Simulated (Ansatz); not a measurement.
## WC: pressure and energy above lowest point against volume scale

Results calculated with Ansatz 0.2.0, not measured. Free energy against uniform scaling of the volume at fixed shape and fractions; periodic cell, basis, potentials, k mesh and filling as listed.

The cell before it is scaled or strained (space group P-6m2, No. 187):
```
WC
1.0
      2.9065     0.0000     0.0000
     -1.4532     2.5171     0.0000
      0.0000     0.0000     2.8366
W C
1 1
Direct
  0.00000 0.00000 0.00000
  0.66667 0.33333 0.50000
```

Settings of every row: functional PBEsol; dispersion none; potentials PAW; wave cutoff 500 eV; density cutoff 2000 eV; k mesh 11x11x10; k shift 0x0x0; occupations fermi dirac; smearing width 0.05 eV; spin none.

Limits: coarse k mesh, up to 40 meV an atom off; no spin-orbit coupling, which can matter with elements this heavy.

```csv
row,volume scale,V (Å³/atom),pressure (GPa),energy above lowest point (meV/atom)
1,0.9,9.339,48.49,131.3
2,0.925,9.598,32.87,65.7
3,0.95,9.857,19.16,23.8
4,0.975,10.117,?,?
5,1,10.376,-3.45,0
6,1.025,10.636,-12.72,13.3
7,1.05,10.895,-20.84,40.6
8,1.075,11.154,-27.95,80.2
9,1.1,11.414,-34.16,130.6
```

Question: what pressure and energy above lowest point should row 4 give?

Worked fit of pressure. Take u = (V_r/V)^(2/3) − 1 with V_r = 10.506 Å³ an atom, which is twice the finite (Eulerian) strain; such expansions in the strain, on which the Birch-Murnaghan equation of state is built, carry the rest volume and the bulk modulus. The shown rows have u = 0.08166, 0.06211, 0.04343, 0.00834, -0.00817, -0.02395, -0.03912, -0.05376. Least squares give pressure = −8.243 + 562.29 × u + 1542.3 × u² + 979 × u³ GPa; a parabola predicts inner rows, each left out in turn, worse (root mean square 0.078 against 0.014 GPa). The rows lie off it by 0.00, 0.00, -0.01, 0.00, 0.01, 0.00, -0.01, 0.01. The pressure vanishes at u = 0.0141, or V = 10.29 Å³ an atom, and there the bulk modulus at fixed shape and fractions is B = −V dP/dV = (2/3)(1 + u) dP/du = 410 GPa. Letting shape and atoms relax would as a rule lower it, by much in layered, chain or molecular crystals. The withheld row has u = 0.02547, so the fit gives −8.243 + 562.29 × (0.02547) + 1542.3 × (0.02547)² + 979 × (0.02547)³ = 7.10 GPa.

The calculation gave 7.12 GPa. The fit lies 0.02 GPa (0.024 % of the column's range) below it; its largest miss of a shown row is 0.01 GPa.

Worked fit of energy above lowest point. Take u = (V_r/V)^(2/3) − 1 with V_r = 10.506 Å³ an atom, which is twice the finite (Eulerian) strain; such expansions in the strain, on which the Birch-Murnaghan equation of state is built, carry the rest volume and the bulk modulus. The shown rows have u = 0.08166, 0.06211, 0.04343, 0.00834, -0.00817, -0.02395, -0.03912, -0.05376. Least squares give energy above lowest point = 4.78 − 811.7 × u + 28632 × u² + 3474 × u³ meV/atom; a parabola predicts inner rows, each left out in turn, worse (root mean square 0.27 against 0.051 meV/atom). The rows lie off it by 0.0, 0.1, 0.0, 0.0, 0.0, 0.0, 0.1, 0.0. Its lowest point lies at u = 0.0141, or V = 10.29 Å³ an atom, and the curvature there gives the bulk modulus at fixed shape and fractions, B = (4/9)(1 + u)² E″(u)/V = 410 GPa. Letting shape and atoms relax would as a rule lower it, by much in layered, chain or molecular crystals. The withheld row has u = 0.02547, so the fit gives 4.78 − 811.7 × (0.02547) + 28632 × (0.02547)² + 3474 × (0.02547)³ = 2.7 meV/atom.

The calculation gave 2.8 meV/atom. The fit lies 0.1 meV/atom (3.6 % of the value, 0.076 % of the column's range) below it, one unit of the last digit.
